A 4d electron that leaves an ion of charge $q$ leaves the charge $q+1$ behind. The naive expectation is therefore a hydrogen-like energy with $n=4$: $(q+1)^2$ times Ry/16, where Ry is the Rydberg energy and Ry/16 is 0.85 eV. For Pd⁺ this gives about 3 eV and for Cs¹⁰⁺ about 103 eV. The Hartree-Fock results are 19 and 238 eV.

B-spline radial atomic code, version 1: non-relativistic Hartree-Fock, averaged over the configuration, for the 45-electron sequence from Rh to Cs¹⁰⁺, with a point nucleus and at the basis-set limit. IE by ΔSCF is the difference of two self-consistent total energies; ε is an orbital energy. The NIST Atomic Spectra Database values run from ground level to ground level.

```
species   Z  charge (e)  configuration  ion's configuration  IE by ΔSCF (eV)  −ε of the shell that loses the electron (eV)  −ε less IE by ΔSCF (eV)  NIST table (eV)  kind of table value  stated uncertainty (eV)
     Rh  45           0   [Kr] 4d8 5s1             [Kr] 4d8          5.71235                                       5.80255                    0.090           7.4589             measured                    5e-05
    Pd+  46           1       [Kr] 4d9             [Kr] 4d8          19.0246                                       21.0120                    1.987            19.43       semi-empirical                     0.12
   Ag2+  47           2       [Kr] 4d9             [Kr] 4d8          34.8505                                       36.6803                    1.830             34.8       semi-empirical                      0.3
   Cd3+  48           3       [Kr] 4d9             [Kr] 4d8          53.0849                                       54.8237                    1.739               51               theory                      1.7
   In4+  49           4       [Kr] 4d9             [Kr] 4d8          73.5283                                       75.2096                    1.681             69.3       semi-empirical                      1.2
   Sn5+  50           5       [Kr] 4d9             [Kr] 4d8          96.0604                                       97.7031                    1.643               94               theory                        2
   Sb6+  51           6       [Kr] 4d9             [Kr] 4d8          120.602                                       122.218                    1.616              117               theory                        2
   Te7+  52           7       [Kr] 4d9             [Kr] 4d8          147.096                                       148.693                    1.597              143               theory                      2.1
    I8+  53           8       [Kr] 4d9             [Kr] 4d8          175.503                                       177.086                    1.583              171               theory                      2.2
   Xe9+  54           9       [Kr] 4d9             [Kr] 4d8          205.790                                       207.363                    1.573              202               theory                      2.2
  Cs10+  55          10       [Kr] 4d9             [Kr] 4d8          237.934                                       239.500                    1.566              233               theory                      2.4
```

**Why the naive estimate fails**

The estimate puts the electron outside all the others. A 4d electron instead shares its region of space with eight other 4d electrons and with the 4s and 4p shells. Electrons at the same distance from the nucleus screen it only in part, so the pull is much stronger than the outer charge suggests. Expressed as a hydrogenic charge with $n=4$, the computed ionisation energy corresponds to 4.7 for Pd⁺ and 16.7 for Cs¹⁰⁺, where the naive picture has 2 and 11.

The screening also weakens along the series. In Ag²⁺ the mean radius of 4d is 1.29 bohr and that of 4p is 1.01 bohr. In I⁹⁺, the ion that I⁸⁺ leaves behind, they are 0.85 and 0.78 bohr. As the nuclear charge grows, 4d sinks into the rest of the $n=4$ shell, and less of that shell's charge lies inside it. A single screening constant cannot describe this.

How much does one more proton add to the ionisation energy? By the Hellmann-Feynman theorem, the slope with respect to nuclear charge is the attraction to the nucleus lost on ionisation, divided by $Z$. For Ag²⁺ the same calculations give $(12345.01-12315.52)/47=0.63$ hartree, or 17 eV per proton. For I⁸⁺ they give $(16191.85-16134.69)/53=1.08$ hartree, or 29 eV. The slope rises because the cloud contracts and each added proton acts on charge that is closer to it. The ionisation energy must therefore curve upwards.

**A rule with two adjusted numbers**

At a fixed number of electrons, the energy of an atom can be expanded in falling powers of the nuclear charge, beginning with $Z^2$, $Z$ and a constant. The difference between two such energies has the same form. Cut off after the constant, and with $q=Z-45$, it is a quadratic in $q$. Its leading coefficient should approach Ry/16 at very high charge, but within the table it is still larger, because 4d is still sinking inwards. The round value of 1 eV, chosen with the table in view, serves well:

$$\mathrm{IE}\approx q^2+13.4\,q+4.2\ \text{eV}.$$

The last two numbers were fitted to the ten ions that lose a 4d electron and then rounded. They compensate each other in the fit, so neither should be read as a screening constant. The slope of the rule can be checked, though. It is $2q+13.4$ eV per proton, which gives 17.4 eV for Ag²⁺ and 29.4 eV for I⁸⁺, close to the 17 and 29 eV found above from the attraction to the nucleus.

Ag²⁺ has $q=2$, so the rule gives $4+26.8+4.2=35.0$ eV; the table has 34.85 eV. I⁸⁺ has $q=8$, so it gives $64+107.2+4.2=175.4$ eV; the table has 175.50 eV. Both ions belonged to the fit, so these examples show how to use the rule and do not test it independently.

Over all ten ions the largest error relative to the Hartree-Fock value is 0.4 eV, at Pd⁺, where it amounts to 2%. The other nine lie within about 0.3 eV, or 0.6%. Setting the leading coefficient to its high-charge limit raises the largest error to 2.2 eV, and a hydrogenic formula with one constant screening and a fitted effective quantum number misses Pd⁺ by 5.8 eV. The program output below gives the errors ion by ion.

If two neighbouring values are known, even the fitted numbers are unnecessary: each step in ionisation energy is about 2 eV larger than the one before. This predicts the next member of the series to within about 0.4 eV.

**From ionisation energy to orbital energy**

The table also lists −ε of the shell that loses the electron. This is the ionisation energy that would result if the remaining orbitals stayed frozen. In reality they contract once the electron has gone, which lowers the energy of the ion. Hence −ε must lie above IE by ΔSCF, and it does in every row.

For the 4d electron the excess falls only from 1.99 to 1.57 eV while the ionisation energy grows more than tenfold. Perturbation theory gives a reason. In the limit of high nuclear charge, the disturbance left by the missing electron grows as $Z$, and its square must be divided by excitation energies that grow as $Z^2$, so the excess tends to a constant. The small remaining trend is captured by

$$-\varepsilon-\mathrm{IE}\approx 1.5+\frac{1.1}{q+1}\ \text{eV},$$

which is good to better than 0.1 eV for the ten ions. For Ag²⁺ it adds 1.9 eV and gives $-\varepsilon\approx36.9$ eV, against 36.68 eV in the table. For I⁸⁺ it adds 1.6 eV and gives 177.0 eV, against 177.09 eV.

**Where the rule stops**

Neutral rhodium has the same number of electrons but loses 5s instead of 4d. The 5s electron spends most of its time outside the others, and a spherical shell of charge exerts no force on what lies within it. Only the small part of 5s that reaches further in acts on the remaining electrons. Its departure therefore hardly disturbs them, and −ε exceeds the ionisation energy by only 0.09 eV. The rule would give 4.2 eV for the ionisation energy, 26% below the computed 5.71 eV, but it describes a different process and should not be used here.

The constants also fail for a neighbouring sequence. With 44 electrons, the step from 4d⁸ to 4d⁷ costs less at the same ionic charge: 92.6 eV for In⁵⁺, where Sn⁵⁺ in the table has 96.1 eV. In⁵⁺ has one proton fewer and one 4d electron fewer. Because a 4d electron screens its neighbours incompletely, losing the proton matters more. By the same argument, removing an electron from a filled 4d¹⁰ shell should cost more than the rule says. The excess of −ε carries over better, to within about 0.25 eV for the three 44-electron ions checked.

Towards higher charge the rule will eventually run too high, since its fixed curvature exceeds the hydrogenic limit. If the growth of the steps stays between its last computed value and that limit, the estimate at $q=15$ is already 4 to 6 eV too large. No calculation in the table tests this.

**What the estimate says about real ions**

The rule reproduces an average over all levels of a configuration, without electron correlation or relativity. Real ionisation runs from ground level to ground level. From Cd³⁺ onwards the rule lies 2 to 5 eV above the NIST values, far more than its own error against Hartree-Fock. Those reference values are themselves theoretical or semi-empirical, with stated uncertainties of 1.2 to 2.4 eV. In⁴⁺ stands out from its neighbours: the computed value exceeds the NIST one by 4.2 eV, against 2.1 eV for both Cd³⁺ and Sn⁵⁺. The computed energies rise smoothly through these three ions, so the irregularity comes from the reference values. It exceeds the uncertainty stated for In⁴⁺ alone, but is comparable with the combined uncertainties of In⁴⁺ and a neighbour.

Part of the excess can be identified. The 4d⁸ ion has a ground term, ³F, that lies below the average of its configuration, whereas 4d⁹ has only one term. Ending in the true ground term therefore makes ionisation cheaper. With the electron-repulsion integrals of the same calculations, this lowers the ionisation energy by 1.2 eV for Ag²⁺ and 1.8 eV for I⁸⁺; a first-order estimate of spin-orbit coupling takes off a further 0.1 and 0.4 eV.

After both corrections Ag²⁺ lies 1.3 eV below the NIST value. Its original agreement, within 0.1 eV, was thus a cancellation. A deficit is what missing correlation should produce, because the ion with more electrons gains more from it. I⁸⁺ remains 2.3 eV too high, about as much as the stated uncertainty. Relativity may contribute: it contracts the inner s and p shells, which then screen the nucleus better and loosen 4d. The reference is too uncertain to establish that.

For rhodium the computed value is 1.7 eV below the measured one. Missing correlation, the relativistic strengthening of 5s binding, and the exchange between 5s and 4d electrons of parallel spin in the true ground level all act in that direction. The table does not separate them.

Numerical output:

```
Ry/16 0.850, Ry/8 1.701 eV; rounding <=0.0005 eV (IE, gap), ~0.002 (2nd diff)
free quadratic c 1.007 b 13.31 a 4.37 eV: rms 0.20, worst -0.34 eV (Pd+)
RULE q^2+13.4q+4.2 eV (fit 13.388, 4.211): rms 0.22, worst -0.42 eV (Pd+)
alt1 c=Ry/16, b 15.03 a 0.92: rms 1.16, worst -2.22 eV (Pd+)
alt2 Ry(q+s)^2/n^2, s 3.24 n* 3.14: rms 2.85, worst +5.76 eV (Pd+)
ion q IE rule err err% alt1err alt2err Zeff(n=4) Zeff-q 2nd_diff [eV]
Pd+ 1 19.02 18.6 -0.42 -2.23 -2.22 +5.76 4.73 3.73 -
Ag2+ 2 34.85 35.0 +0.15 +0.43 -0.46 +3.00 6.40 4.40 2.409
Cd3+ 3 53.08 53.4 +0.32 +0.59 +0.59 +0.58 7.90 4.90 2.209
In4+ 4 73.53 73.8 +0.27 +0.37 +1.13 -1.29 9.30 5.30 2.089
Sn5+ 5 96.06 96.2 +0.14 +0.15 +1.29 -2.49 10.63 5.63 2.010
Sb6+ 6 120.60 120.6 -0.00 -0.00 +1.14 -2.95 11.91 5.91 1.952
Te7+ 7 147.10 147.0 -0.10 -0.07 +0.73 -2.60 13.15 6.15 1.913
I8+ 8 175.50 175.4 -0.10 -0.06 +0.11 -1.41 14.37 6.37 1.880
Xe9+ 9 205.79 205.8 +0.01 +0.00 -0.68 +0.65 15.56 6.56 1.857
Cs10+ 10 237.93 238.2 +0.27 +0.11 -1.63 +3.61 16.73 6.73 -
step rule (+2 eV) error from -0.41 (Cd3+) to +0.14 eV (Cs10+)
fit on q=1..5, error at Cs10+: free c (1.116) +4.74, c=1 -0.70 eV
untested q=15: rule 430.2; continued with last 2nd diff 426.5, with Ry/8 424.2 eV
gap fit A 1.469 B 1.052, worst 0.010; RULE 1.5+1.1/(q+1), worst 0.063; constant 1.68, worst 0.31 eV
ion gap gaprule gap/IE% rule(-eps)-(-eps) IE-NIST % /unc -eps-NIST rule-NIST kind [eV]; Rh not fitted
Rh 0.090 2.60 1.58 +1.00 -1.75 -23.4 -3.49e+04 -1.66 -3.26 measured
Pd+ 1.987 2.05 10.44 -0.36 -0.41 -2.1 -3.38 +1.58 -0.83 semi-empirical
Ag2+ 1.830 1.87 5.25 +0.19 +0.05 +0.1 +0.168 +1.88 +0.20 semi-empirical
Cd3+ 1.739 1.77 3.28 +0.35 +2.08 +4.1 +1.23 +3.82 +2.40 theory
In4+ 1.681 1.72 2.29 +0.31 +4.23 +6.1 +3.52 +5.91 +4.50 semi-empirical
Sn5+ 1.643 1.68 1.71 +0.18 +2.06 +2.2 +1.03 +3.70 +2.20 theory
Sb6+ 1.616 1.66 1.34 +0.04 +3.60 +3.1 +1.8 +5.22 +3.60 theory
Te7+ 1.597 1.64 1.09 -0.06 +4.10 +2.9 +1.95 +5.69 +4.00 theory
I8+ 1.583 1.62 0.90 -0.06 +4.50 +2.6 +2.05 +6.09 +4.40 theory
Xe9+ 1.573 1.61 0.76 +0.05 +3.79 +1.9 +1.72 +5.36 +3.80 theory
Cs10+ 1.566 1.60 0.66 +0.30 +4.93 +2.1 +2.06 +6.50 +5.20 theory
Rh (5s): rule at q=0 4.2 vs IE 5.71 eV, error -26%
IE-NIST line: 0.53 q -0.02 eV; rms 0.92, worst +2.13 eV (In4+)
ion term(3F-av) spin-orbit(-zeta/2) sum corrected_IE corrected-NIST unc [eV]
Ag2+ -1.19 -0.12 -1.31 33.54 -1.26 0.3
Sn5+ -1.56 -0.23 -1.79 94.27 +0.27 2
I8+ -1.83 -0.38 -2.21 173.30 +2.30 2.2
d8 ion Rh+: IE 17.75, rule error +0.85 eV (+4.8%), gap 1.82 vs rule 2.05
d8 ion In5+: IE 92.60, rule error +3.60 eV (+3.9%), gap 1.51 vs rule 1.68
d8 ion Xe10+: IE 231.78, rule error +6.42 eV (+2.8%), gap 1.45 vs rule 1.60
```
